A Hirshfeld charge states how much electronic charge an atom has lost or gained on entering a molecule. At every point in space the computed electron density is divided among the atoms in the proportion that their free, neutral, spherical counterparts would contribute there. The nuclear charge less the atom's share of electrons is its charge. Here the density comes from a hybrid density-functional calculation in a small basis, for a divalent silicon atom that holds one methyl and one dimethylamino group, in a triplet state.

Hirshfeld charges, one row per atom, for neutral CH₃–Si–N(CH₃)₂ in its triplet state, calculated with PySCF 2.14.0 using the PBE0 functional and the def2-SVP basis. The calculation is a gas-phase single point at the GFN2-xTB geometry.

| row | hirshfeld charge (e) | computed element |
| --- | --- | --- |
| 1 | -0.202 | C |
| 2 | 0.125 | Si |
| 3 | -0.127 | N |
| 4 | -0.070 | C |
| 5 | -0.070 | C |
| 6 | 0.040 | H |
| 7 | 0.040 | H |
| 8 | 0.040 | H |
| 9 | 0.035 | H |
| 10 | 0.039 | H |
| 11 | 0.039 | H |
| 12 | 0.039 | H |
| 13 | 0.035 | H |
| 14 | 0.039 | H |

**The rule**

Such charges can be estimated bond by bond. Suppose that each bond shifts some electronic charge towards its more electronegative partner. The shift must vanish for two equal partners in equal surroundings and change sign when the partners are exchanged. The simplest expression with both properties is proportional to the difference in electronegativity $\chi$. An atom A then adds up the contributions of its bonded neighbours B:

$$q_A \approx k\sum_B(\chi_B-\chi_A),\qquad k\approx 0.10\ e$$

Here $q_A$ is the charge of the atom, and $k$ is the shift per unit of electronegativity on Pauling's scale. Rough values of $\chi$ are 2.2 for hydrogen, 2.6 for carbon, 3.0 for nitrogen and 1.9 for silicon. Whatever one end of a bond loses the other end gains, so the estimated charges of a neutral molecule add up to zero by themselves.

The picture treats every bond like a small diatomic molecule such as HCl, in which a single shift fixes both charges. The likeness holds as long as a bond depends only on its own two atoms. It ends where lone pairs or half-filled orbitals next door add a second route for the electrons, and this molecule has one bond where that may happen.

**Row 1: the carbon on silicon**

This carbon has the most negative charge in the table, more negative even than nitrogen. It has three hydrogen neighbours and one silicon neighbour, and all four are less electronegative than carbon. The estimate is

$$q_1\approx 0.10\,[\,3(2.2-2.6)+(1.9-2.6)\,]\,e=-0.19\ e$$

The calculation gives -0.202 e. The rule therefore misses by 0.012 e, or 6% of the computed charge, and in electrons, though not in per cent, this is its largest miss in the table.

The estimate also makes the order less puzzling. The charge of an atom is not a measure of its own electronegativity, but a sum over its bonds. Carbon 1 draws a little charge from each of four neighbours, and with the common slope for every bond nitrogen would only draw level with it, at -0.19 e. That nitrogen falls behind is due to its bond to silicon, which shifts less charge than expected.

**Rows 2 and 3: silicon and nitrogen**

Nitrogen is bonded to two carbons and to silicon. The two carbons contribute about -0.08 e. If the Si–N bond followed the common slope, its large electronegativity difference of 1.1 would add another -0.11 e, and nitrogen would reach -0.19 e. The computed charge is only -0.127 e, and silicon is less positive than the common slope demands by nearly the same amount.

The weak link can be located without any fit. The molecule contains no ring, so cutting one bond divides it into two groups, and the charge of either group is the net shift across the cut. Silicon has passed 0.082 e to its methyl group but only 0.041 e to the amino group, although nitrogen is much more electronegative than carbon. The Si–C bond shows no such shortfall, so this way of dividing the density doesn't hide the charge lost by silicon in every bond alike. It may still hide more of it in the shorter Si–N bond, where the two atoms overlap more.

Another possible cause is back-donation. In this triplet, silicon carries most of the two unpaired electrons, and one of its half-filled orbitals lies in the plane of carbon, silicon and nitrogen. The amino group is twisted so that the nitrogen lone pair also lies close to that plane. It can lean into the half-filled orbital and return part of the charge that nitrogen has drawn through the bond. The same calculation gives Si–N a higher bond order than Si–C, which fits this reading but doesn't prove it.

For a hand estimate, the Si–N bond therefore gets a constant of its own, 0.05 e. Nitrogen becomes

$$q_3\approx 0.10\cdot 2(2.6-3.0)\,e-0.05\ e=-0.13\ e$$

in close agreement with the table. For silicon the rule adds 0.07 e from the bond to carbon and 0.05 e from the bond to nitrogen. The resulting 0.12 e compares with a computed 0.125 e. This agreement is no independent success, since the extra constant was chosen with these two atoms in view.

**Rows 4 and 5: the carbons on nitrogen**

These carbons have three hydrogens each, just like carbon 1, but their fourth neighbour is nitrogen. Three bonds bring charge in and one takes it away, so the estimate falls to -0.08 e, against a computed -0.070 e. Exchanging the silicon neighbour for nitrogen makes the carbon less negative by 0.132 e in the calculation and by 0.11 e in the rule.

This comparison shows how to judge a related case. Keep the atom, exchange one neighbour, and ask whether the new neighbour is more or less electronegative than the old one. A more electronegative neighbour leaves the atom more positive, by roughly a tenth of an electron for each unit of difference. The charge of a carbon atom thus tells mainly what it is bonded to.

**Rows 6 to 14: the hydrogens**

Every hydrogen has a single carbon neighbour, so the rule gives all nine the same charge, 0.04 e. The computed values run from 0.035 to 0.040 e. The carbons that hold them differ far more strongly, yet hardly any of that difference reaches the hydrogens. In this molecule the net influence of more distant neighbours is small, whether the inductive effect fades or another effect cancels it, and that is why a rule which looks only at direct neighbours can work.

The small spread that remains lies outside its reach. Hydrogens 9 and 13 are slightly less positive than the others on the same carbons, from which they differ in their orientation and, very slightly, in bond length. A count of neighbours contains no angles, so the rule shouldn't be used to rank hydrogens within a methyl group.

**How far to trust it**

The two constants were fitted by least squares to all fourteen atoms, including both worked examples, and then rounded. The typical (root-mean-square) miss of the rounded rule is 0.006 e. A single slope for every bond, Si–N included, gives 0.0165 e even when it is fitted afresh. The printed output after this text compares the two fits and lists the estimate for each atom.

The small typical miss flatters the rule, because nine of the fourteen values are nearly identical hydrogens. Symmetry and the near equality of the hydrogens leave about five kinds of atom, and neutrality ties their charges together, so two constants face only about four independent numbers. The electronegativities are rough as well, and rounding can change a small difference such as that between carbon and hydrogen by a tenth or more. An error of about 0.01 e on a carbon is a fair description of this table, not a promise for other molecules.

The common slope rests on three kinds of bond, C–H, C–N and Si–C, which agree to within about a fifth. Part of this agreement comes from the rounded electronegativities. With Pauling's values to two decimals the three slopes spread about twice as widely, though Si–N still falls far below them. The Si–N constant rests on one bond in one electronic state. Simple aminosilylenes normally have a singlet ground state, so these are most probably the charges of an excited state. In the singlet, the in-plane orbital of silicon is filled and the one perpendicular to the plane is formally empty. The nitrogen lone pair then meets a filled orbital or, once the amino group has turned, an empty one, and the Si–N constant has to be determined again.

The slope also belongs to this definition of charge. Hirshfeld charges are small because the density is divided with neutral atoms as the reference, and the value for silicon is no oxidation state. A Bader analysis of the same density, which draws sharp boundaries between atoms, would typically make silicon far more positive and nitrogen far more negative. Adding up bonds may still help there, but with other constants.

Aminosilanes, in which silicon has four bonds, serve as precursors for silicon nitride and silicon oxide films in chip making. For them a bond count of this kind can indicate which atoms are electron-poor, and so where a polar surface group may be attracted. It says nothing about how fast a precursor reacts, and the Si–N constant found here shouldn't be carried over to them.

Numerical output:

```
electrons shifted from H to C per C-H bond, mean (e): 0.03844
electrons shifted from C to N per C-N bond (e): 0.043
electrons shifted from Si to C over the Si-C bond (e): 0.082
electrons shifted from Si to N over the Si-N bond (e): 0.041
shift per unit of electronegativity difference, C-H (e): 0.09611
shift per unit of electronegativity difference, C-N (e): 0.1075
shift per unit of electronegativity difference, Si-C (e): 0.1171
shift per unit of electronegativity difference, Si-N (e): 0.03727
sum of all printed charges, rounding only (e): 0.002
fit of q on 14 rows: coefficient of dchi 0.1001 +/- 0.0024, coefficient of sinbond 0.05091 +/- 0.0046; rms 0.00554, worst 1 0.0118, leave-one-out rms 0.00921
fit of q on 14 rows: coefficient of dchiall 0.0835 +/- 0.0047; rms 0.0165, worst 1 0.0434, leave-one-out rms 0.0222
Hand rule against the computed charges (e):
  row  computed  sum of differences without Si-N  hand rule        miss  same slope for Si-N too
    1    -0.202                             -1.9      -0.19       0.012                    -0.19
    2     0.125                              0.7       0.12      -0.005                     0.18
    3    -0.127                             -0.8      -0.13      -0.003                    -0.19
    4     -0.07                             -0.8      -0.08       -0.01                    -0.08
    5     -0.07                             -0.8      -0.08       -0.01                    -0.08
    6      0.04                              0.4       0.04  -6.939e-18                     0.04
    7      0.04                              0.4       0.04  -6.939e-18                     0.04
    8      0.04                              0.4       0.04  -6.939e-18                     0.04
    9     0.035                              0.4       0.04       0.005                     0.04
   10     0.039                              0.4       0.04       0.001                     0.04
   11     0.039                              0.4       0.04       0.001                     0.04
   12     0.039                              0.4       0.04       0.001                     0.04
   13     0.035                              0.4       0.04       0.005                     0.04
   14     0.039                              0.4       0.04       0.001                     0.04
largest miss of the hand rule (e): 0.012
rms miss of the hand rule (e): 0.005555
charge of carbon on N less that of carbon on Si (e): 0.132
```
